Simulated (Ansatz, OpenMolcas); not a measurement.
# SiNH4 (SMILES [NH][SiH3]): the energy, rung by rung

The species is SiNH4 (6 atoms), meant as a doublet with charge 0. SMILES: `[NH][SiH3]`. The shape is that of a PBE0-D4/def2-TZVP optimisation.

```xyz
6

N     0.5921   -0.8352    0.9095
Si   -0.2037    0.3476   -0.1100
H     0.9228   -1.6407    0.3727
H    -1.3106   -0.2823   -0.8855
H     0.7895    0.9118   -1.0689
H    -0.7481    1.4348    0.7362
```

Quantity: the energy change with the N1–H3 bond stretched from 1.023 to 2.250 Å, in eV. The values are calculated.

```
              level                    kind     program  value (eV)  less CCSD(T)/def2-TZVP  CPU time (all runs)
   USVWN5/def2-TZVP                     LDA      Ansatz        4.30                   +0.29                7.8 s
   UM06-L/def2-TZVP                meta-GGA  OpenMolcas        4.10                   +0.09              2.3 min
   UB3LYP/def2-TZVP           global hybrid      Ansatz        4.08                   +0.07                 27 s
   UBHLYP/def2-TZVP           global hybrid      Ansatz        4.05                   +0.04                 28 s
  UM06-2X/def2-TZVP         hybrid meta-GGA  OpenMolcas        4.16                   +0.15              2.5 min
U-wB97M-V/def2-TZVP  range-separated hybrid      Ansatz        4.19                   +0.18              2.3 min
  U-wB97X/def2-TZVP  range-separated hybrid      Ansatz        4.23                   +0.22                2 min
ROCCSD(T)/def2-TZVP   coupled cluster or CI  OpenMolcas        4.01                    0.00                 93 s
```

Differences are taken from ROCCSD(T)/def2-TZVP for orientation; it has basis-set and higher-order errors of its own. At this stretch a single reference begins to fail. The first shape isn't each level's own minimum. The values span 4.01 to 4.30 eV. Spin contamination of the reference (⟨S²⟩ at least 0.1 too high) touches USVWN5/def2-TZVP, UM06-L/def2-TZVP, UB3LYP/def2-TZVP, UBHLYP/def2-TZVP, UM06-2X/def2-TZVP, U-wB97M-V/def2-TZVP, U-wB97X/def2-TZVP (up to 0.87 too high). Times are those of the runs behind each value, whatever else they computed, on shared processors of several kinds: orders of magnitude only.

Stretching the N–H bond costs about 4 eV at every level, as expected for a strong, polar σ bond. Pulling hydrogen off this aminyl-type radical leads towards a hydrogen atom and silylnitrene, whose ground state is a triplet. The two electrons of the breaking bond and the original radical electron must then couple to an overall doublet, which a single unrestricted determinant can imitate only by mixing in quartet character.

USVWN5 gives the largest cost, in line with the familiar overbinding of the local density approximation, which treats separated fragments less well than the compact bond. Exact exchange alone doesn't order the rest: UBHLYP lies slightly below UB3LYP, yet UM06-2X lies above UM06-L. The closeness of UBHLYP to ROCCSD(T) may therefore reflect cancelling errors and doesn't establish it as the better functional for this bond. Nor is the energy at 2.250 Å a dissociation energy, since the fragments still interact there.
